# Fourth-order superexchange through a closed-shell bridge

Two magnetic ions that share a closed-shell ligand couple antiferromagnetically although their orbitals barely overlap. This page derives the coupling for a linear metal–ligand–metal unit by quasi-degenerate perturbation theory and applies it to the Ni–F–Ni bond of the cubic perovskite KNiF$_3$.

**Convention.** $H_{\rm spin}=J\,\mathbf s_1\cdot\mathbf s_2$, so for two spins 1/2 $J=E_T-E_S$, and $J>0$ is antiferromagnetic. In the form $-2J'\,\mathbf s_1\cdot\mathbf s_2$ one has $J'=-J/2$.

## 1. Model and premises

We count holes. The vacuum is $d^{10}p^6d^{10}$.

1. There are three orthonormal orbitals, $d_1$, $p$, $d_2$, and two holes. The two metals are equivalent.
2. Hopping occurs only between metal and ligand, and it conserves spin.
3. The interactions are the repulsions $U_d$, $U_p$ on site and $U_{pd}$ between a ligand hole and a metal hole. Intersite exchange integrals are dropped.

$$H_0=\epsilon_d(n_1+n_2)+\epsilon_p n_p+U_d\sum_{i}n_{i\uparrow}n_{i\downarrow}+U_p n_{p\uparrow}n_{p\downarrow}+U_{pd}\,n_p(n_1+n_2),$$

$$V=t\sum_{i\sigma}\left(d^\dagger_{i\sigma}p_\sigma+p^\dagger_\sigma d_{i\sigma}\right),\qquad t\equiv t_{pd},\quad \Delta\equiv\epsilon_p-\epsilon_d .$$

A $p_\sigma$ orbital is odd about the ligand, so its two hopping integrals have opposite signs. The phase choice $d_2\to-d_2$ makes them equal and leaves $H_0$ and the spin operators unchanged.

With $2\epsilon_d$ as the zero of energy, $H_0$ has four levels:

| configuration | ligand holes | energy |
|---|---|---|
| $d_1d_2$ | 0 | $0$ |
| $pd_1$, $pd_2$ | 1 | $D=\Delta+U_{pd}$ |
| $d_1^2$, $d_2^2$ | 0 | $U_d$ |
| $p^2$ | 2 | $W=2\Delta+U_p$ |

$U_{pd}$ enters $D$ because the ligand hole sits next to the hole that stayed on its metal. It is absent from $W$ because both metals are then free of holes. If a source quotes the full cost $D$ as "the charge-transfer energy", then $W=2D-2U_{pd}+U_p$.

The model space $P$ holds the four degenerate spin states of $d_1d_2$, and $Q=1-P$. We assume $D,U_d,W>0$ and $|t|$ small against them.

## 2. The effective Hamiltonian to fourth order

Let the wave operator $\Omega=P+\chi$, with $\chi=Q\chi P$, map the model space onto the four exact states that grow out of it. Then $H\Omega=\Omega H_{\rm eff}$. Projecting with $P$, and using $PH_0=0$, gives $H_{\rm eff}=PV\Omega$. Projecting with $Q$ gives $H_0\chi+QV\Omega=\chi H_{\rm eff}$, which is the Bloch equation

$$\chi=R\left(V\Omega-\chi H_{\rm eff}\right),\qquad R=-\,Q\,H_0^{-1}Q .$$

$V$ changes the number of ligand holes by one and $P$ has none, so only even powers of $V$ lead from $P$ back to $P$: $H^{(1)}=H^{(3)}=0$. Sorting the Bloch equation by powers of $V$,

$$\chi^{(1)}=RVP,\qquad \chi^{(2)}=RV\chi^{(1)}=RVRVP,$$

$$\chi^{(3)}=RV\chi^{(2)}-R\chi^{(1)}H^{(2)}=RVRVRVP-R^2VP\,H^{(2)} .$$

With $H^{(n)}=PV\chi^{(n-1)}$,

$$H^{(2)}=PVRVP,\qquad H^{(4)}=PVRVRVRVP-PVR^2VP\;PVRVP .$$

The first part of $H^{(4)}$ sums four-hop paths that stay in $Q$ throughout. The second, the renormalisation term, accounts for the energy shift of the model states. Bloch's $H_{\rm eff}$ is not Hermitian in general. Here total spin is conserved and $P$ contains one singlet and one triplet, so $H_{\rm eff}$ is diagonal in the spin-adapted basis and each spin can be treated alone.

## 3. Spin-adapted matrix elements

For two holes a singlet has a symmetric orbital part and a triplet an antisymmetric one. Write $ab$ for hole 1 in orbital $a$ and hole 2 in orbital $b$. Then $V=v(1)+v(2)$ with $v\,d_i=t\,p$ and $v\,p=t(d_1+d_2)$.

**Singlet.** The model state is $\phi_0=(d_1d_2+d_2d_1)/\sqrt2$. One hop gives

$$V\phi_0=\frac{t}{\sqrt2}\,(pd_2+d_1p+pd_1+d_2p)=\sqrt2\,t\,\phi_1,\qquad \phi_1=\tfrac12(pd_1+d_1p+pd_2+d_2p).$$

In $V\phi_1$ each of the four products yields one $pp$ when its metal hole hops, and two metal–metal products when its ligand hole hops:

$$V\phi_1=\frac t2\left[2(d_1d_2+d_2d_1)+2(d_1d_1+d_2d_2)+4\,pp\right]=\sqrt2\,t\,\phi_0+\sqrt2\,t\,\phi_U+2t\,\phi_W,$$

with $\phi_U=(d_1d_1+d_2d_2)/\sqrt2$ and $\phi_W=pp$. Both of these lead back only to $\phi_1$: $V\phi_U=\sqrt2\,t\,\phi_1$ and $V\phi_W=2t\,\phi_1$. The four states form a closed block.

**Triplet.** The model state is $\psi_0=(d_1d_2-d_2d_1)/\sqrt2$, and

$$V\psi_0=\sqrt2\,t\,\psi_1,\qquad \psi_1=\tfrac12(pd_2-d_2p+d_1p-pd_1),\qquad V\psi_1=\frac t2\,[2d_1d_2-2d_2d_1]=\sqrt2\,t\,\psi_0 .$$

The products $pp$, $d_1d_1$ and $d_2d_2$ cancel, as the Pauli principle demands of parallel spins. The two blocks are

$$H_S=\begin{pmatrix}0&\sqrt2t&0&0\\ \sqrt2t&D&\sqrt2t&2t\\ 0&\sqrt2t&U_d&0\\ 0&2t&0&W\end{pmatrix},\qquad H_T=\begin{pmatrix}0&\sqrt2t\\ \sqrt2t&D\end{pmatrix}.$$

## 4. The exchange constant

*Second order.* Both spins couple to one state at energy $D$ with strength $\sqrt2t$, so $E^{(2)}_S=E^{(2)}_T=-2t^2/D$. A hole that visits the ligand and returns learns nothing about the other spin.

*Renormalisation term.* $PVR^2VP=(2t^2/D^2)P$, so the term equals $-(2t^2/D^2)(-2t^2/D)=+4t^4/D^3$ for both spins and drops out of $J$.

*Four-hop paths.* The middle state must lie in $Q$. The triplet has none, since $QV\psi_1=0$. For the singlet the amplitudes after two hops are

$$\langle\phi_U|VRV|\phi_0\rangle=-\frac{2t^2}{D},\qquad \langle\phi_W|VRV|\phi_0\rangle=-\frac{2\sqrt2\,t^2}{D},$$

and the middle resolvent supplies $-1/U_d$ and $-1/W$. Hence

$$E_T^{(4)}=\frac{4t^4}{D^3},\qquad E_S^{(4)}=\frac{4t^4}{D^3}-\frac{4t^4}{D^2U_d}-\frac{8t^4}{D^2W},$$

$$\boxed{J^{(4)}=\frac{4t_{pd}^4}{(\Delta+U_{pd})^2}\left[\frac1{U_d}+\frac{2}{2\Delta+U_p}\right]}$$

and $H_{\rm eff}={\rm const}+J^{(4)}(\mathbf s_1\cdot\mathbf s_2-\tfrac14)$, whose last bracket is $-1$ for the singlet and $0$ for the triplet.

**Reading the two terms.** The first is Anderson's metal-to-metal path. It has the two-site Hubbard form $4t_{\rm eff}^2/U_d$ with the ligand-mediated hopping $t_{\rm eff}=t^2/D$. The second is the double ligand-hole path, in which both holes meet on the bridge. Its factor 2 comes from interference. Starting from the determinant with $d_{1\uparrow}d_{2\downarrow}$, the states $d_1^2$ and $d_2^2$ are distinct and each is reached with an amplitude of size $t^2/D$, so the squares add to $2t^4/D^2$. The single state $p^2$ is reached in two time orders that add to $2t^2/D$, whose square is $4t^4/D^2$. The first term dominates for $U_d\ll W/2$ (Mott–Hubbard side), the second for $U_d\gg W/2$ (charge-transfer side), and $J$ stays finite as $U_d\to\infty$.

## 5. From two holes to two Ni$^{2+}$ ions

Octahedral Ni$^{2+}$ is $t_{2g}^6e_g^2$ with $S=1$: one hole in each $e_g$ orbital, spins parallel. Take $z$ along Ni–F–Ni. The $3z^2-r^2$ orbital has $\sigma$ symmetry about the bond and couples to F $2p_z$ with $|t|=|(pd\sigma)|$. The $x^2-y^2$ orbital has $\delta$ symmetry and couples to no $p$ orbital of the bridge. Each Ni thus carries an active hole $a$ and a spectator hole $b$. The state with both $e_g$ orbitals singly occupied in a triplet does not depend on the choice of $e_g$ basis, so the same argument holds for bonds along $x$ and $y$.

Let the holes on one Ni interact through $Un_{a\uparrow}n_{a\downarrow}+U'n_an_b-2J_H(\mathbf s_a\cdot\mathbf s_b+\tfrac14n_an_b)$. Coulomb mixing with $t_{2g}$ holes is neglected.

1. **Denominators.** A $d^8$ triplet costs $U'-J_H$, a $d^9$ ion (spectator only) costs $0$, and a $d^7$ ion with a doubly occupied active orbital costs $U+2U'-J_H$. Absorbing $U'-J_H$ into $\epsilon_d$ leaves $U_d=U+2U'-J_H-2(U'-J_H)=U+J_H$. The repulsion of a ligand hole by the spectators is linear in $n_p$ and goes into $\epsilon_p$.
2. **No new paths at fourth order.** A state one hop from $P$ has one Ni as $d^9$ and the other still a triplet, at the single energy $D$. After two hops the system is $d^9d^7$, $d^9p^4d^9$, or $d^8d^8$. In the last case the hole has returned to its own ion. That process conserves the joint spin of this ion and the bridge, so the ion is again a triplet and the state lies in $P$.
3. **Projection.** All denominators are therefore numbers, and $H_{\rm eff}$ is the operator of section 4 for the active spins, projected on $S_1=S_2=1$. Within a triplet the two spins are equivalent, so $\mathbf s_a\to\mathbf S/2$.

$$H_{\rm eff}={\rm const}+J_{S=1}\,(\mathbf S_1\cdot\mathbf S_2-1),\qquad J_{S=1}=\frac{J^{(4)}}{4},\qquad U_d=U+J_H .$$

The quintet has $\mathbf S_1\cdot\mathbf S_2=1$ and gains nothing, as it must with all spins parallel.

## 6. Range of validity

**Higher orders in the three-orbital model.** Eliminating the $Q$ states of $H_S$ and $H_T$ exactly gives

$$E_T=\tfrac12\left(D-\sqrt{D^2+8t^2}\right),\qquad E_S=-\frac{2t^2}{D-E_S-\Sigma(E_S)},\qquad \Sigma(E)=\frac{2t^2}{U_d-E}+\frac{4t^2}{W-E}.$$

The triplet series converges only for $8t^2<D^2$. For the next order set $a=2/U_d+4/W$ and $b=2/U_d^2+4/W^2$, so that $\Sigma=t^2a+t^2bE^{(2)}+\dots$ and $J^{(4)}=2t^4a/D^2$. Expanding $E=-(2t^2/D)(1+x+x^2+\dots)$ with $x=(E+\Sigma)/D$,

$$E_S^{(6)}=-\frac{2t^2}{D^2}\left(E_S^{(4)}+t^2bE^{(2)}\right)-\frac{2t^2}{D^3}\left(E^{(2)}+t^2a\right)^2,$$

and the triplet follows with $a=b=0$. Subtracting, with $E_S^{(4)}-E_T^{(4)}=-2t^4a/D^2$,

$$J^{(6)}=-t^6\left[\frac{12a}{D^4}+\frac{4b}{D^3}-\frac{2a^2}{D^3}\right],\qquad \frac{J^{(6)}}{J^{(4)}}=-t^2\left[\frac{6}{D^2}+\frac{2b}{aD}-\frac aD\right].$$

The first term is $6t^2/D^2$, so $t\ll D$ must hold with a wide margin. The formula also needs $t_{\rm eff}\ll U_d$ and $t_{\rm eff}\ll W$, and it fails when any $Q$ level approaches the model space.

**Other ligands.** A spin-dependent path needs all four hops on the bridge, so the other fluorines first enter at sixth order. The active orbital couples to the opposite axial F with strength $t$ and to four equatorial F with $t/2$, a total squared coupling of $2t^2$. If these excitations also cost about $D$, they lower the active hole by $2t^2/D$. That gain is lost when the hole moves to the bridge, and the rise of the two denominators $D$ alone reduces $J$ by the fraction $4t^2/D^2$.

**Metal–ligand exchange.** A term $-2K(\mathbf s_p\cdot\mathbf s_d+\tfrac14)$ in the $pd$ configuration changes $D$ to $D-K$ for the triplet and $D+K$ for the singlet. Already with two hops this gives

$$J_K=-\frac{2t^2}{D-K}+\frac{2t^2}{D+K}\approx-\frac{4t^2K}{D^2},$$

which is ferromagnetic and cancels $J^{(4)}$ at $K^*=t^2(1/U_d+2/W)$.

**Remaining premises.** Direct metal–metal hopping must be small against $t_{\rm eff}$. The bond must be linear: near 90° the two holes use different $p$ orbitals and Hund's coupling on the ligand favours parallel spins. The factor 1/4 is established at fourth order only. At higher orders $d^8$ singlets can appear as intermediate states, and biquadratic terms are allowed.

## 7. Numerical illustration: Ni–F–Ni in KNiF$_3$

The inputs are approximate round values for a nickel fluoride with a Ni–Ni distance of about 4.0 Å: $t=1.2$ eV, $\Delta=6.0$ eV, $U_{pd}=1.0$ eV, $U_d=U+J_H=8.0$ eV, $U_p=5.0$ eV. They were chosen within typical ranges so that the coupling falls on the scale typical of this compound. Then $D=7.0$ eV, $W=17.0$ eV and $t_{\rm eff}=0.21$ eV, and $t$ lies below the triplet convergence limit $D/\sqrt8=2.47$ eV.

| quantity (two active holes) | value |
|---|---|
| $E^{(2)}$, both spins | $-0.411$ eV |
| renormalisation term, both spins | $24.2$ meV |
| Anderson path | $21.2$ meV |
| double ligand-hole path | $19.9$ meV |
| $J^{(4)}$ | $41.1$ meV |
| $J^{(6)}$ | $-4.7$ meV |
| $J^{(4)}+J^{(6)}$ | $36.4$ meV |
| exact $E_T$ | $-0.3897$ eV |
| exact $E_S$ | $-0.4264$ eV |
| exact $J$ of the three-orbital model | $36.7$ meV |

The two paths are nearly equal, so the Anderson term alone would miss about half of the coupling. Fourth order lies 12 % above the exact solution of the same model, and the sixth-order term, $-11$ % of $J^{(4)}$, removes most of that error.

For the spin-1 ions the formula gives

$$J_{S=1}=J^{(4)}/4=10.3\ \text{meV},\qquad J_{S=1}/k_B=119\ \text{K}.$$

The neglected terms limit this to about 10 meV. The other five fluorines lower the active hole by 0.41 eV, which takes off roughly another 12 %. An assumed $K=0.05$ eV gives $J_K=-5.9$ meV, or 14 % of $J^{(4)}$, since $K^*$ is only 0.35 eV. Raising $t$ by 10 % raises $J^{(4)}$ by 46 %.

The figure of about 10 meV is the model's, not the material's. As typical knowledge, the nearest-neighbour coupling of KNiF$_3$ in the convention $J\,\mathbf S_1\cdot\mathbf S_2$ is roughly 8 to 9 meV. The fourth-order value lies above this by about a fifth, and because the inputs were chosen with that scale in view, the closeness is no test of the formula.